## What is computed

The electronic dielectric constant tells how strongly the electrons of a crystal screen an electric field while the nuclei stay in place. For light well below the band gap but well above the lattice vibrations it is the square of the refractive index. The permittivity that sets the charge on a capacitor also contains the motion of the ions, which is left out here.

The values come from the linear response of the density-functional ground state of tetragonal HfO₂ to a uniform field. The component xx belongs to a field in the plane of the square base, zz to a field along the long axis $c$. The cell at 11.092 Å³/atom has the lowest energy; the others are stretched or compressed from it at practically constant shape, with the atoms inside relaxed again.

Ansatz 0.2.0: density-functional theory with r2SCAN, PAW potentials, plane waves up to 500 eV and a 6×6×4 k mesh for tetragonal HfO₂ (P4₂/nmc), without spin polarisation. The dielectric constants come from linear response with the ions held fixed, with z along c; in the strained cells the ions were first relaxed with r2SCAN.

```tsv
volume (Å³/atom)	c/a	shortest distance (Å)	electronic dielectric xx	electronic dielectric zz
9.813	1.4545	2.038	4.875	4.775
10.123	1.4545	2.042	4.874	4.676
10.440	1.4545	2.047	4.876	4.586
10.762	1.4545	2.053	4.880	4.498
11.092	1.4545	2.059	4.886	4.416
11.428	1.4544	2.065	4.895	4.338
11.771	1.4545	2.072	4.906	4.265
12.120	1.4545	2.078	4.920	4.197
12.477	1.4545	2.084	4.936	4.135
```

## Two directions, two trends

Compare the smallest cell, 9.813, with the largest, 12.477. Along $c$ the dielectric constant falls from 4.775 to 4.135, and it falls at every step between. In the plane it ends slightly higher than it began, at 4.936 against 4.875. The shallow minimum of xx near the start is far smaller than the stated numerical error of 0.016; it is only the bottom of a steady curve whose step grows by 0.002 to 0.003 each time.

No single volume stands out in either column. From one step to the next, the change in zz alters by at most 0.009, and that in xx by less. What does break the simplest expectation is a whole direction.

## The expectation: dilution

When a crystal expands, the same electrons are spread over more space, so each unit of volume should respond less. If every cell kept its response unchanged, the dielectric constant $\varepsilon$ less the vacuum value 1 would vary as one over the volume $V$:

$$\varepsilon(V) = 1 + (\varepsilon_0 - 1)\,\frac{V_0}{V}$$

Here $\varepsilon_0$ and $V_0$ belong to the smallest cell. For xx in the largest cell this gives

$$1 + 3.875 \times \frac{9.813}{12.477} = 4.05$$

The computed value is 4.936, so the estimate is too low by about 0.9. For zz the same step gives 3.97 against 4.135, a miss of less than 0.2. Dilution alone thus somewhat overstates the fall along $c$, where the response per cell grows by 6 %, and it fails in the plane, where the response per cell grows by 29 % instead of staying constant. The estimate ignores the field that each polarised atom exerts on its neighbours. With that field included, as in the Clausius–Mossotti relation, dilution is expected to lower the dielectric constant faster and to miss in both directions. The closeness along $c$ should therefore not be read as a success of the model; the firm result is that the response per cell grows much more in the plane than along $c$.

## Where the in-plane response comes from

Each hafnium atom has eight oxygen neighbours, four near and four farther away, because the oxygen atoms are shifted along $c$ from their symmetric positions. The shift grows from 0.15 Å in the smallest cell to 0.41 Å in the largest. The near contacts therefore lengthen by only 2 %, while the far ones lengthen by 16 %. Expansion does not simply enlarge the structure: it keeps four bonds and loosens the other four.

The four short bonds also tilt towards the plane as the cell widens. Charge moves most easily between hafnium and oxygen along short bonds, where the orbitals overlap best, so a field in the plane should gain from the tilt and a field along $c$ should lose. The tilt alone is too small, however. It raises the in-plane share of the short bonds from 0.7096 to 0.7965, by 12 % against the 29 % needed, and the long bonds tilt the other way, towards $c$. The rest must come from a response that itself grows on expansion, as expected when the electron cloud of an oxide ion has more room and becomes easier to distort. That growth helps both directions, and the tilt steers it into the plane, so dilution can be offset there but not along $c$.

The Born charges, which measure the polarisation caused by moving an atom, point the same way. Between 10.123 and 12.120 that of hafnium falls along $c$ from 5.18 to 4.45, towards the ionic value of 4, while in the plane it rises slightly. In the plane the hafnium value hides two opposite changes, which the oxygen atoms reveal. Each has its two short bonds in one upright plane and its two long bonds in another, at right angles to the first. Between the same two volumes its Born charge grows in size along one horizontal axis, expected to be that of the short bonds, and shrinks along the other. This supports the bond picture without proving it. A cell stretched with the oxygen atoms held at fixed fractional positions would separate the effect of the shift from that of volume, and no such run is at hand.

## A kink that the dielectric constant does not feel

The cell at 11.092 looks ordinary in the table, yet the band gap turns there. It rises to 5.26 eV at this volume and then drops to 4.91 eV in the largest cell. Between 10.762 and 11.428 the highest filled state changes its place in reciprocal space twice, as one state after another moves to the top. The lowest empty state lies at the centre throughout, but its energy bends too: its fall slows at every other step, yet not from 11.092 to 11.771 (0.640 eV, then 0.643 eV), a hint that a different empty state takes over there and adds to the turn. The strained cells carry warnings that their empty bands are loosely converged and their reference bands are not vouched for, and all gaps are read on the k mesh only, so the turn is safer than its exact size. The functional r2SCAN also tends to give gaps that are too small, which tends to make dielectric constants somewhat too large.

The gap depends only on the highest filled and the lowest empty state, and it bends when a different state takes the lead. The dielectric constant adds up transitions from all filled bands throughout reciprocal space. The energies and strengths of these transitions change gradually, whichever state happens to be on top, so the sum stays smooth.

## Where a break should appear

With a gap near 5 eV, far from closing, a real break is most likely to come from a change in the structure itself. On compression the oxygen shift shrinks steadily, but 0.15 Å remains in the smallest cell. If it vanished in a still smaller one, the short and long bonds would become equal, and the slopes of xx and zz should change at that point. A jump would be expected if the crystal changed to another form, such as the monoclinic one that is stable under ordinary conditions.

The printed output below lists the oxygen shift, the dilution estimate and the step-to-step changes for every volume.

Numerical output:

```
Geometry and dilution estimate:
     row  O shift (Å)  long Hf-O (Å)  short cos2 to c  long cos2 to c  diluted xx  diluted zz  xx minus zz
   9.813       0.1503          2.215           0.2904           0.399       4.875       4.775          0.1
  10.123       0.1842          2.258           0.2784          0.4099       4.756       4.659        0.198
   10.44       0.2169          2.301            0.267            0.42       4.642       4.548         0.29
  10.762       0.2481          2.344           0.2563          0.4294       4.533       4.442        0.382
  11.092       0.2801          2.387           0.2456          0.4386       4.428        4.34         0.47
  11.428       0.3127           2.43           0.2349          0.4477       4.327       4.242        0.557
  11.771       0.3439          2.473            0.225          0.4561        4.23       4.147        0.641
   12.12       0.3777          2.518           0.2143           0.465       4.137       4.056        0.723
  12.477       0.4124          2.564           0.2035          0.4739       4.048       3.969        0.801
Steps from the row above and change of step (centred on the row above):
     row  step xx  step zz  step gap (eV)  bend xx  bend zz  bend gap (eV)
  10.123   -0.001   -0.099         0.0681      n/a      n/a            n/a
   10.44    0.002    -0.09         0.0644    0.003    0.009        -0.0037
  10.762    0.004   -0.088         0.0653    0.002    0.002         0.0009
  11.092    0.006   -0.082         0.0384    0.002    0.006        -0.0269
  11.428    0.009   -0.078        -0.0322    0.003    0.004        -0.0706
  11.771    0.011   -0.073        -0.1098    0.002    0.005        -0.0776
   12.12    0.014   -0.068        -0.1085    0.003    0.005         0.0013
  12.477    0.016   -0.062        -0.1066    0.002    0.006         0.0019
Largest change of step in xx: 0.003
Largest change of step in zz: 0.009
Largest change of step in the gap (eV): 0.0776
Change of xx from smallest to largest volume: 0.061
Change of zz from smallest to largest volume: -0.64
Change of xx minus 1 (percent): 1.574
Change of zz minus 1 (percent): -16.95
Change expected from dilution alone (percent): -21.35
Change of in-plane response per cell (percent): 29.15
Change of response per cell along c (percent): 5.592
Growth of the cell edges (percent): 8.335
Growth of the short Hf-O contact (percent): 2.257
Growth of the long Hf-O contact (percent): 15.79
Change of Hf Born charge in plane from 10.123 to 12.120 (e): 0.106
Change of Hf Born charge along c from 10.123 to 12.120 (e): -0.722
```
